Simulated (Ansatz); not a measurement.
Method: DFT PBE, scalar-relativistic, plane waves, PAW in Ansatz 0.2.0. All cells share a 420 eV cutoff and Γ-centred k meshes spaced at most about 0.3 Å⁻¹ (about 0.25 or finer for metals, 2π included). No spin polarisation in the final relaxations.

Energies over the elements count from the elements' standard structures at the same level, with no fitted energy shifts.

A relaxed structure of AlGa2Sb3 has 24.40 Å³/atom, +0.13 eV/atom against the elements, no gap on its mesh:

```
Al Ga Sb
1.0
     5.26027    0.00000    0.00000
    -2.63013    4.55553    0.00000
     0.00000    0.00000    6.10961
Al Ga Sb
1 2 3
Cartesian
  0.0000 0.0000 0.0000
  2.6301 1.5185 1.4772
  2.6301 1.5185 4.6324
  0.0000 0.0000 3.0548
  0.0000 3.0370 0.0000
  0.0000 3.0370 3.0548
```

Problem. Predict cell, energy and gap of AlIn2Sb3 with the same space group and Wyckoff sites.

Solution. AlIn2Sb3 has a = 5.406 Å, c = 6.313 Å: 26.63 Å³/atom, +0.11 eV/atom against the elements, no gap on its mesh. The volume per atom changes by +9.1 % and the formation energy by -0.02 eV/atom (from unrounded values). Covalent radii: Ga 1.22 Å, In 1.42 Å; electronegativities 1.81 and 1.78. The cell follows the size of the atom. Around Al lie 5 Sb at 3.12–3.16 Å and 6 In at 3.49 Å; In is surrounded by 2 In at 3.11–3.21 Å, 3 Al at 3.49 Å and 9 Sb at 3.49–3.51 Å; Sb on its first site is surrounded by 3 Sb at 3.12 Å, 2 Al at 3.16 Å and 6 In at 3.51 Å; around Sb on its second site lie 3 Al at 3.12 Å, 2 Sb at 3.16 Å and 6 In at 3.49 Å; 1 more site not described.

```xyz
6
Lattice="5.4055 0.0000 0.0000 -2.7028 4.6813 0.0000 0.0000 0.0000 6.3131" Properties=species:S:1:pos:R:3 pbc="T T T"
Al    0.0000    0.0000    0.0000
In    2.7028    1.5604    1.5538
In    2.7028    1.5604    4.7592
Sb    0.0000    0.0000    3.1565
Sb    0.0000    3.1209    0.0000
Sb    0.0000    3.1209    3.1565
```

The two cells were relaxed from separate starts that ended on the same group and sites; neither need be the stable form of its compound. Spin–orbit coupling, which can matter for Sb, is left out. Cells relaxed within their symmetry can be saddle points.

Replacing Ga with In expands the cell along both axes, as expected for the larger group-13 atom with an extra filled shell. The nearly equal electronegativities give little reason for a change in bond polarity. The Al–Sb sublattice common to both cells probably tempers the expansion.

Both compounds have the one-to-one ratio of group-13 to group-15 atoms that gives octet semiconductors in the zincblende antimonides, so the missing gap probably stems from the atomic arrangement rather than the electron count. In AlIn2Sb3 the Al–Sb and In–Sb contacts are well beyond normal bond lengths, and like atoms sit among the nearest neighbours. Strong heteropolar sp³ bonding is thus lost, which fits both a metallic state and a positive formation energy, whereas the binary antimonides form exothermically.

Both cells are therefore unstable against the elements at this level, and the small energy difference between them does not make the In compound a realistic synthetic target. The results say nothing about the gap or miscibility of tetrahedral Al–Ga–Sb and Al–In–Sb alloys.
